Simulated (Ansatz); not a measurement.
**Ionic part of the dielectric constant of BP at 11 GPa, mode by mode**

Computed with Ansatz 0.2.0, DFT LDA, scalar-relativistic, plane waves, PAW. Cutoff 420 eV, 10×10×10 k-points (Γ-centred), fixed occupations. No spin polarisation. Phonons by linear response, acoustic sum rule imposed.

Symmetry: F-43m, No. 216, cubic system. Conventional cell: a = 4.407 Å, b = 4.407 Å, c = 4.407 Å, α = 90.00°, β = 90.00°, γ = 90.00°. B (site symmetry -43m) has 4 P at 1.91 Å as nearest neighbours. P (site symmetry -43m) is surrounded by 4 B at 1.91 Å.

The primitive cell has V = 21.40 Å³ and ε∞,yy = 9.166. Each polar mode adds Δε = (4.92064×10⁷/V)·S/ν² along y, with S its oscillator strength in e²/amu, ν in cm⁻¹ and V in Å³.

**Question.** From these modes, find each Δε and ε0,yy.
```json
{"ν (cm⁻¹)": "868.4", "S_yy (e²/amu)": "0.08484"}
```

**Answer.**
```json
{"ν (cm⁻¹)": "868.4", "Δε": "0.26"}
```

The sum is 0.259, so ε0,yy = 9.43; the run's tensor has 9.43.

**Question.** Where do the longitudinal modes lie for a wave vector along y?

**Answer.** At 881 cm⁻¹. The Lyddane–Sachs–Teller product Π(ν_LO/ν_TO)² = 1.03 matches ε0/ε∞ = 1.03.

Cost: 1 run of about 0.31 core-minutes, on Intel Xeon Platinum 8488C (Sapphire Rapids) (shared hosts).

Screening in compressed BP is almost entirely electronic: the lattice adds only 0.26 to an ε∞ of 9.166. Boron and phosphorus have similar electronegativities, so their bond is largely covalent and the optical vibration, in which the two sublattices move against each other, carries only a modest dipole. The light boron atom and the stiff, short bonds both push the mode up to 868.4 cm⁻¹, but only the stiffness reduces the ionic response further: a lighter mass raises the oscillator strength and the squared frequency alike, so it cancels from the static contribution. The same weak polarity explains why the longitudinal mode lies only slightly higher, at 881 cm⁻¹: the macroscopic field adds little to a restoring force already dominated by covalent bonding. This suggests that long-range polar-optical (Fröhlich) coupling of carriers is weak here, although short-range deformation-potential scattering may still matter. Because the oscillator strength depends on the square of the effective charge, it can't tell which of the two atoms carries the negative dynamical charge, a question that electronegativity alone doesn't safely settle in so weakly polar a compound.
